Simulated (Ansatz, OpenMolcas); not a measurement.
## How methods differ on CH7NSn (SMILES C[NH][SnH3])

The species is CH7NSn (10 atoms), meant as a singlet with charge 0. SMILES: `C[NH][SnH3]`. The shape is that of a PBE0-D4/def2-TZVP optimisation.

```xyz
10

C    -0.8984    0.7580   -0.8792
N    -0.3430   -0.5329   -0.5165
Sn    0.8973   -0.6294    1.0851
H    -1.6642    0.6376   -1.6527
H    -1.3968    1.2011   -0.0117
H    -0.1682    1.4946   -1.2475
H     0.0373   -1.0040   -1.3262
H     1.4517   -2.2390    1.1699
H    -0.0526   -0.1955    2.4337
H     2.2202    0.4584    0.9480
```

Each level gives the energy change with the Sn3–H10 bond stretched from 1.718 to 3.780 Å (eV). The values are calculated.

```json
{"level": "HF/def2-SVP (core potential) (unrestricted)", "kind": "Hartree–Fock", "program": "OpenMolcas", "value (eV)": "2.54"}
{"level": "PBE/def2-SVP (core potential) (restricted)", "kind": "GGA", "program": "OpenMolcas", "value (eV)": "3.31"}
{"level": "BHLYP/def2-SVP (core potential) (restricted)", "kind": "global hybrid", "program": "Ansatz", "value (eV)": "4.32"}
{"level": "wB97M-V/def2-SVP (core potential) (restricted)", "kind": "range-separated hybrid", "program": "Ansatz", "value (eV)": "4.37"}
{"level": "B2PLYP/def2-SVP (core potential) (restricted)", "kind": "double hybrid", "program": "Ansatz", "value (eV)": "3.78"}
{"level": "RPA@PBE/def2-SVP (core potential) (restricted)", "kind": "RPA", "program": "Ansatz", "value (eV)": "3.34"}
{"level": "RPA@PBE0/def2-SVP (core potential) (restricted)", "kind": "RPA", "program": "Ansatz", "value (eV)": "3.77"}
{"level": "MP2/def2-SVP (core potential) (restricted)", "kind": "perturbation theory", "program": "OpenMolcas", "value (eV)": "4.16"}
{"level": "BCCD(T)/def2-SVP (core potential) (restricted)", "kind": "coupled cluster or CI", "program": "Ansatz", "value (eV)": "3.05"}
```

The first shape isn't each level's own minimum. The values span 2.54 to 4.37 eV. Spin contamination of the reference (⟨S²⟩ at least 0.1 too high) touches HF/def2-SVP (up to 0.98 too high). In the correlated wave-function rows the outer d shell of Sn is correlated, in sets not made for it.

Stretching the Sn–H bond to 3.780 Å largely uncouples its electron pair, leaving a stannyl-type radical and a hydrogen atom, so the spread mainly reflects how each level treats near-degenerate bonding and antibonding orbitals. A closed-shell determinant keeps too much ionic character at this length, a penalty that exact exchange probably enlarges and correlation only partly removes, whereas unrestricted HF can localise the two spins but misses much of the pair correlation that strengthens the intact bond.

This fits the rise from PBE (3.31 eV) to BHLYP (4.32 eV) and wB97M-V (4.37 eV). B2PLYP, at 3.78 eV, breaks a simple ordering by exact exchange, as its perturbative correlation also counts. MP2 remains high at 4.16 eV, while BCCD(T) gives 3.05 eV; its perturbative triples are themselves less dependable for a stretched bond, so it isn't a secure benchmark. The closeness of PBE and RPA@PBE is likewise no proof of accuracy, since RPA shifts noticeably with its starting orbitals. None of these values is a bond dissociation enthalpy, which would need relaxed, separated fragments and vibrational terms.
